Boron trichloride is a Lewis acid: its boron atom can accept an electron pair. Carbon dioxide has electron pairs to offer on its oxygen atoms. Suppose CO₂ is brought towards BCl₃ along the line between boron and one oxygen, with both molecules kept rigid and CO₂ lying nearly parallel to the BCl₃ plane. Three explanations of their attraction suggest themselves: a dative bond from oxygen to boron, the attraction between the molecules' permanent charge distributions, and dispersion.

The contact distance $R$ is the boron–oxygen separation. The interaction is the energy of the pair less that of the two separate molecules, so a negative value means binding. In the counterpoise value each molecule is computed with the basis functions of the whole pair; in the uncorrected value it has only its own.

The uncorrected interaction is the sum of four terms. The electrostatic term acts between the undisturbed charge densities. The Pauli term is the cost of making the overlapping orbitals antisymmetric, together with the accompanying change in exchange and correlation. The orbital term is the gain when the electrons relax, by polarisation as well as by donation, and the dispersion term is an added pair correction.

PySCF 2.14.0, PBE0-D3(BJ)/def2-SVPD with density fitting, for BCl₃ and CO₂ in the gas phase, both neutral singlets. CO₂ is moved rigidly along the boron–oxygen line, starting from a PBE0-D3(BJ)/def2-SVP geometry. Negative interaction energies mean binding, and the four terms sum to the uncorrected value.

```tsv
contact distance (Å)	interaction counterpoise (kcal/mol)	interaction uncorrected (kcal/mol)	electrostatic term (kcal/mol)	pauli term (kcal/mol)	orbital term (kcal/mol)	dispersion or correlation term (kcal/mol)
2.404	4.090	2.780	-11.540	23.720	-7.250	-2.160
2.554	1.250	0.080	-7.540	14.420	-4.780	-2.020
2.704	-0.380	-1.430	-5.020	8.750	-3.290	-1.870
2.855	-1.250	-2.190	-3.410	5.300	-2.360	-1.720
3.005	-1.650	-2.490	-2.360	3.170	-1.750	-1.550
3.155	-1.780	-2.530	-1.660	1.860	-1.340	-1.390
3.306	-1.750	-2.400	-1.190	1.050	-1.030	-1.240
3.756	-1.300	-1.700	-0.460	0.070	-0.490	-0.810
4.508	-0.560	-0.760	-0.120	-0.090	-0.190	-0.370
6.010	-0.100	-0.170	-0.020	-0.010	-0.060	-0.080
9.015	-0.010	-0.010	0.000	0.000	0.000	-0.010
```

**(a) Is the attraction a dative bond from oxygen to boron?**

*Solution.* The orbital term must first be freed of a basis-set error. In the pair, each molecule can borrow its neighbour's basis functions and lower its energy without any true interaction. The frozen terms use the orbitals of the separate molecules, so this false gain is best assigned to the orbital term. At 3.155 Å it makes up more than half of that term: of −1.34 kcal/mol, only −0.59 remains.

The correction also settles what happens at long range. At 4.508 Å the raw orbital term is still −0.19 kcal/mol, which looks like a weak tail of donation. The basis error there is equally large, and nothing significant is left. The tail is a product of the finite basis.

Now delete the corrected orbital term from the whole counterpoise curve and look for the deepest point that remains. The well shrinks from 1.78 to 1.37 kcal/mol and moves out slightly. About three quarters of the binding therefore survives with neither donation nor polarisation. A division of the electron density from the same calculation agrees: at 3.155 Å, CO₂ has given up only about 0.003 electrons.

The dative bond thus fails as the explanation of this well. Chemistry offers a reason: the empty p orbital of planar BCl₃ is already partly filled by the chlorine lone pairs, and CO₂ holds its own electrons tightly. A real dative adduct would also bend BCl₃ into a pyramid, which makes boron a better acceptor. The rigid path does not allow this, so it leaves open whether a bent structure exists at shorter distance.

**(b) Which matters more for the well, the permanent charges or dispersion?**

*Solution.* Neither molecule has a dipole moment, so the leading long-range electrostatic interaction is between quadrupoles. The potential of a quadrupole falls as $R^{-3}$, and a second quadrupole responds to the second derivative of that potential. The energy therefore varies as $R^{-5}$. Scaled from the value at 4.508 Å, this law gives −0.71 kcal/mol at 3.155 Å, where the calculation has −1.66.

This simple law thus gives less than half of the electrostatic attraction at the well. The estimate is rough, for two reasons. It measures the separation from boron to oxygen, while the centre of CO₂ lies farther away. It also ignores that the line between the two centres turns as CO₂ approaches, although the energy of two quadrupoles depends strongly on their angles to that line. The exact share of the ideal quadrupoles therefore stays open. Higher multipoles can supply part of the excess. Charge penetration is another likely source: once the electron clouds overlap, the electrons of one molecule feel the nuclei of the other less well screened.

At 3.155 Å the electrostatic term is somewhat larger than the dispersion term, which seems to decide the matter in its favour. The deletion test reverses the order. Without dispersion the well loses 1.27 kcal/mol of its depth; without electrostatics it loses 0.94. The grid is coarse beyond 3.3 Å, so these losses are approximate.

The reversal comes from how the terms fade with distance. If electrostatics is removed, the molecules can retreat to 3.756 Å, where the Pauli term has almost gone and dispersion still supplies −0.81 kcal/mol. If dispersion is removed, the same retreat helps less, because the electrostatic term has fallen to −0.46 there. An attraction that reaches beyond the wall counts for more than its size at the minimum suggests.

Dispersion is therefore the most important single attraction, but not the only one that can bind: a shallow well remains when either of the two is deleted. The losses are not shares of the binding, since all the attractions work against the same repulsion and the minimum moves each time. The ranking also belongs to this level of theory, in which dispersion is a model correction added to the density functional.

**(c) Every attraction grows as the molecules are pushed together. Why does the interaction nevertheless become repulsive?**

*Solution.* What counts is how fast each term grows. Between 3.155 and 2.404 Å the Pauli term increases about thirteenfold, the corrected orbital term tenfold and the electrostatic term sevenfold. Dispersion does not even double. The repulsion is thus the steepest term, and it also starts from the largest value.

The steepness follows from the tails of the orbitals. Outside a molecule an orbital decays roughly exponentially, so the overlap $S$ between orbitals of the two molecules does so too. Pauli repulsion varies roughly as $S^2$, which suggests

$$E_\mathrm{Pauli}=A\,e^{-aR}.$$

Here $A$ sets the height of the wall and $a$ its steepness. A fit to the four shortest distances gives $a=3.325$ Å⁻¹, so the repulsion doubles for every 0.2 Å of approach.

The law can be tried at 3.155 Å, a distance left out of the fit. Starting from the 5.30 kcal/mol at 2.855 Å, which was in the fit,

$$E_\mathrm{Pauli}(3.155)\approx 5.30\,e^{-3.325\times0.300}\approx 1.95\ \text{kcal/mol}.$$

The calculated value is 1.86, so the estimate is about 5% too high.

Farther out the law fails. At 3.756 Å it predicts about 0.26 kcal/mol where the calculation has 0.07, and at 4.508 Å the calculated term is slightly negative. Pauli repulsion itself does not turn attractive. The column also contains the change in exchange and correlation, which can outweigh the repulsion once the overlap is small. The output printed below gives the fit and its misses at the other distances.

The same overlap explains why closer contact does not rescue the dative bond. Donation requires a coupling between a filled orbital of CO₂ and an empty one of BCl₃. The energy gained is roughly the square of this coupling divided by the energy gap between the two orbitals. Since the coupling itself follows $S$, the gain varies roughly as $S^2$, just as the repulsion does.

The numbers bear out this close link. The corrected orbital term offsets about a third of the Pauli term at 3.155 Å ($0.59/1.86$) and a quarter at 2.404 Å ($5.94/23.72$). Pushing the rigid molecules together buys more donation, but the price rises at least as fast. A pair can improve the exchange rate itself through a donor with less tightly held electrons or an acceptor that is free to change its shape. Amines, which are known to bind strongly to BCl₃, profit from both: their lone pair is easier to donate, and boron becomes pyramidal.

The full balance can now be drawn up. From 3.155 to 2.404 Å the Pauli term rises by 21.9 kcal/mol, while the three attractions together gain $9.88+5.35+0.77=16.0$. The difference, about 5.9 kcal/mol, turns a weakly bound pair into a repelling one. Not all of this wall stands between boron and oxygen: because CO₂ lies nearly flat over BCl₃, its carbon atom also comes close to a chlorine at the shortest distance.

In a gas, the depth of such a well helps to decide how long two molecules stay together. The well found here is only about three times the thermal energy $kT$ at room temperature. It belongs to one rigid path, and another arrangement of the pair might bind more strongly. Pairing also costs the molecules much of their freedom of motion, so a pair held only by this well should be short-lived in a gas at that temperature.

The analysis program printed:

```
Parts and curves with one term deleted, kcal/mol:
    row  basis_error  net_orbital  electrostatic_plus_Pauli  without_dispersion  without_electrostatics  without_net_orbital  quadrupole_R^-5
  2.404         1.31        -5.94                     12.18                6.25                   15.63                10.03           -2.782
  2.554         1.17        -3.61                      6.88                3.27                    8.79                 4.86           -2.056
  2.704         1.05        -2.24                      3.73                1.49                    4.64                 1.86           -1.545
  2.855         0.94        -1.42                      1.89                0.47                    2.16                 0.17           -1.178
  3.005         0.84        -0.91                      0.81                -0.1                    0.71                -0.74          -0.9118
  3.155         0.75        -0.59                       0.2               -0.39                   -0.12                -1.19          -0.7147
  3.306         0.65        -0.38                     -0.14               -0.51                   -0.56                -1.37          -0.5657
  3.756          0.4        -0.09                     -0.39               -0.49                   -0.84                -1.21          -0.2989
  4.508          0.2         0.01                     -0.21               -0.19                   -0.44                -0.57            -0.12
   6.01         0.07         0.01                     -0.03               -0.02                   -0.08                -0.11         -0.02849
  9.015            0            0                         0                   0                   -0.01                -0.01        -0.003752
Well depth lost without dispersion, kcal/mol: 1.27
Well depth lost without electrostatics, kcal/mol: 0.94
Well depth lost without net orbital term, kcal/mol: 0.41
Basis error at 3.155 angstrom, percent of corrected binding: 42.13
Basis error at 3.155 angstrom, percent of raw orbital term: 55.97
Pauli rise from 3.155 to 2.404 angstrom, kcal/mol: 21.86
Electrostatic change from 3.155 to 2.404 angstrom, kcal/mol: -9.88
Net orbital change from 3.155 to 2.404 angstrom, kcal/mol: -5.35
Dispersion change from 3.155 to 2.404 angstrom, kcal/mol: -0.77
Corrected interaction change from 3.155 to 2.404 angstrom, kcal/mol: 5.87
Electrostatic growth factor from 3.155 to 2.404 angstrom: 6.952
Growth factor expected from R^-5: 3.893
Corrected well depth over kT at 298 K: 3.006
fit of pauli_term on 4 rows (contact_distance < 2.9): coefficient of exp(-s*contact_distance) 70257 +/- 22, s 3.325; rms 0.0067, worst 2.554 -0.0108, leave-one-out rms 0.0124
  rows outside the fit (model, value, miss): 3.005 3.216, 3.17, 0.0465; 3.155 1.953, 1.86, 0.0933; 3.306 1.182, 1.05, 0.132; 3.756 0.2648, 0.07, 0.195; 4.508 0.02173, -0.09, 0.112; 6.01 0.0001473, -0.01, 0.0101; 9.015 6.742e-09, 0, 6.74e-09
```
